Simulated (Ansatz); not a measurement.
# Ti: energy less free atoms and pressure against volume per atom

Results calculated with Ansatz 0.2.0, not measured. Periodic Kohn-Sham DFT of a crystal at fixed atoms; pressure and stress are positive in compression; the energy is the free energy less that of spherical unpolarised free atoms; site moments are those in the method's own spheres, positive along +z.

Cell of the first row (space group Im-3m, No. 229):
```
Ti
1.0
     -1.6075     1.6075     1.6075
      1.6075    -1.6075     1.6075
      1.6075     1.6075    -1.6075
Ti
1
Direct
  0.00000 0.00000 0.00000
```

Settings of every row: method all-electron LAPW; functional PBEsol; relativity scalar; k mesh 17x17x17; filling fermi-dirac; smearing width 0.08 eV; basis error target 1 meV/atom; nucleus gaussian.

Atom start moment: 0 on all atoms.

| row | volume per atom (Å³) | energy less free atoms (eV/atom) | pressure (GPa) |
| --- | --- | --- | --- |
| 1 | 16.616 | -7.1362 | -0.3 |
| 2 | 16.969 | -7.133 | -2.565 |
| 3 | 17.323 | -7.125 | -4.63 |
| 4 | 17.499 | -7.1193 | -5.592 |
| 5 | 17.676 | ? | ? |
| 6 | 17.853 | -7.105 | -7.387 |
| 7 | 18.03 | -7.0964 | -8.223 |
| 8 | 18.383 | -7.0765 | -9.779 |
| 9 | 18.737 | -7.0533 | -11.193 |

Question: what energy less free atoms and pressure should row 5 give?

Worked fit of energy less free atoms. Take u = (V_r/V)^(2/3) − 1 with V_r = 17.676 Å³ an atom, which is twice the finite (Eulerian) strain; such expansions in the strain, on which the Birch-Murnaghan equation of state is built, carry the rest volume and the bulk modulus. The shown rows have u = 0.04209, 0.02759, 0.01354, 0.00673, -0.00662, -0.01313, -0.02581, -0.03812. Least squares give energy less free atoms = −7.11267 − 1.077 × u + 12.46 × u² − 3.8 × u³ eV/atom; a parabola predicts inner rows, each left out in turn, worse (root mean square 7.3e-05 against 4.2e-05 eV/atom). The rows lie off it by 0.0000, 0.0000, 0.0000, 0.0001, 0.0000, 0.0000, 0.0000, 0.0000. The withheld row has u = 0, so the fit gives −7.11267 − 1.077 × (0) + 12.46 × (0)² − 3.8 × (0)³ = -7.1127 eV/atom.

The calculation gave -7.1127 eV/atom. The fit meets it to the printed digit.

Worked fit of pressure. Take u = (V_r/V)^(2/3) − 1 with V_r = 17.676 Å³ an atom, which is twice the finite (Eulerian) strain; such expansions in the strain, on which the Birch-Murnaghan equation of state is built, carry the rest volume and the bulk modulus. The shown rows have u = 0.04209, 0.02759, 0.01354, 0.00673, -0.00662, -0.01313, -0.02581, -0.03812. Least squares give pressure = −6.5101 + 134.571 × u + 307.71 × u² GPa; a straight line predicts inner rows, each left out in turn, worse (root mean square 0.16 against 0.0017 GPa). The rows lie off it by 0.001, -0.002, 0.002, -0.001, 0.000, 0.001, -0.001, 0.000. The withheld row has u = 0, so the fit gives −6.5101 + 134.571 × (0) + 307.71 × (0)² = -6.510 GPa.

The calculation gave -6.511 GPa. The fit lies 0.001 GPa (0.0092 % of the column's range) above it, one unit of the last digit.
